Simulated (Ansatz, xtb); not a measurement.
Relative energy of two isomers of C2H5BrGeSi

We compare I, `C#C[Si@H]([GeH3])Br`, a singlet, with II, `[GeH3][C]#C[SiH2]Br`, a singlet. Both are isolated molecules in the gas phase, relaxed with PBE-D3(BJ)/def2-SVP.

I (Å):

```xyz
10

C    -3.5193   -0.9747   -0.7568
C    -2.5966   -0.1632   -0.7182
Br   -1.9781    3.0839   -0.2227
Ge    0.2100    0.4014    1.2451
Si   -1.1917    1.0049   -0.5954
H    -4.3351   -1.6854   -0.7973
H    -0.4576    1.0301   -1.9045
H     1.3858    1.4050    1.3578
H    -0.6259    0.4417    2.5482
H     0.7781   -1.0286    1.0444
```

II (Å):

```yaml
atoms:
  - { symbol: C, position_ang: [-1.6768, 0.5791, -0.2673] }
  - { symbol: C, position_ang: [-0.9117, 0.0308, 0.5345] }
  - { symbol: Br, position_ang: [2.2014, 0.2679, 1.7178] }
  - { symbol: Ge, position_ang: [-2.8508, 1.4354, -1.5104] }
  - { symbol: Si, position_ang: [0.2189, -0.7816, 1.7210] }
  - { symbol: H, position_ang: [-4.0315, 2.0528, -0.7255] }
  - { symbol: H, position_ang: [-2.0579, 2.5377, -2.2495] }
  - { symbol: H, position_ang: [-3.3634, 0.3745, -2.5118] }
  - { symbol: H, position_ang: [-0.3497, -0.7035, 3.1055] }
  - { symbol: H, position_ang: [0.4439, -2.2078, 1.3193] }
```

Q: Estimate E(II) − E(I) at the level CCSD(T)/def2-SVP + ΔMP2/def2-TZVPP.

A: Calculated at CCSD(T)/def2-SVP + ΔMP2/def2-TZVPP: E(II) − E(I) = −1.33 kcal/mol, so structure II lies lower.

How the difference moves with the method:

```json
{"level": "GFN2-xTB", "geometry": "GFN2-xTB", "E(II) − E(I) (kcal/mol)": "−2.28", "departure from the last row (kcal/mol)": "−0.95", "job, with rough time for the two": "optimisation, 0.14 s"}
{"level": "HF/STO-3G", "geometry": "GFN2-xTB", "E(II) − E(I) (kcal/mol)": "−6.31", "departure from the last row (kcal/mol)": "−4.97", "job, with rough time for the two": "single point, 0.46 s"}
{"level": "r2SCAN-D4/def2-SVP", "geometry": "GFN2-xTB", "E(II) − E(I) (kcal/mol)": "−0.36", "departure from the last row (kcal/mol)": "+0.97", "job, with rough time for the two": "single point, 2.7 s"}
{"level": "PBE-D3(BJ)/def2-SVP", "geometry": "PBE-D3(BJ)/def2-SVP", "E(II) − E(I) (kcal/mol)": "+2.19", "departure from the last row (kcal/mol)": "+3.52", "job, with rough time for the two": "optimisation, 15 s"}
{"level": "HF/def2-SVP", "geometry": "PBE-D3(BJ)/def2-SVP", "E(II) − E(I) (kcal/mol)": "−3.81", "departure from the last row (kcal/mol)": "−2.47", "job, with rough time for the two": "part of the CCSD(T) run"}
{"level": "MP2/def2-SVP", "geometry": "PBE-D3(BJ)/def2-SVP", "E(II) − E(I) (kcal/mol)": "−2.23", "departure from the last row (kcal/mol)": "−0.90", "job, with rough time for the two": "part of the CCSD(T) run"}
{"level": "CCSD(T)/def2-SVP", "geometry": "PBE-D3(BJ)/def2-SVP", "E(II) − E(I) (kcal/mol)": "−1.51", "departure from the last row (kcal/mol)": "−0.18", "job, with rough time for the two": "single point"}
{"level": "CCSD(T)/def2-SVP + ΔMP2/def2-TZVPP", "geometry": "PBE-D3(BJ)/def2-SVP", "E(II) − E(I) (kcal/mol)": "−1.33", "departure from the last row (kcal/mol)": "", "job, with rough time for the two": "single point, 51 s"}
```

As drawn, II has 1 C–Ge, 1 Si–H in place of 1 Ge–Si, 1 C–H.

PBE-D3(BJ)/def2-SVP puts the two in the other order. r2SCAN-D4/def2-SVP finds them nearly level. The largest departure from CCSD(T)/def2-SVP + ΔMP2/def2-TZVPP is that of HF/STO-3G, 4.97 kcal/mol. The last row adds to CCSD(T) the change of the MP2 difference between the two basis sets, here +0.18 kcal/mol.

With thermal terms from frequencies at re-optimised GFN2-xTB minima (ideal gas, soft modes damped towards free rotors, one conformer each, 298.15 K, 1 atm): the zero-point term adds −0.73 kcal/mol; ΔH is −2.24 and ΔG −2.05 kcal/mol.

The correlated steps freeze 25 core orbitals; the filled d shell of Br and Ge is correlated, in a basis made for valence electrons. Mirror images aren't counted in ΔG. Codes used: Ansatz 0.2.0, xtb 6.7.1; the last row on 4 threads of Arm Neoverse V2 on a shared host.

The germyl-alkyne II is favoured only slightly, because the bond exchange largely cancels. Moving germanium from silicon to carbon replaces a weak, nearly nonpolar Ge–Si bond with a stronger, more polar Ge–C bond to an electronegative sp carbon. The price is a strong alkynyl C–H bond, given up for a weaker Si–H bond. The gain at germanium probably just outweighs that loss.

Vibration adds to the preference, as expected when a stiff C–H oscillator gives way to a softer Si–H one, and II remains lower in free energy, at −2.05 kcal/mol. In the def2-SVP basis, correlation works the other way, shrinking the Hartree–Fock gap from −3.81 to −1.51 kcal/mol, perhaps because the more crowded silicon centre in I gains more from it. The coupled-cluster results thus support a modest preference for II, and the reversed PBE order is better read as a functional error in a near-balanced exchange than as evidence for I. None of this shows how readily the isomers would interconvert, since that depends on the barrier to germyl and hydrogen migration.
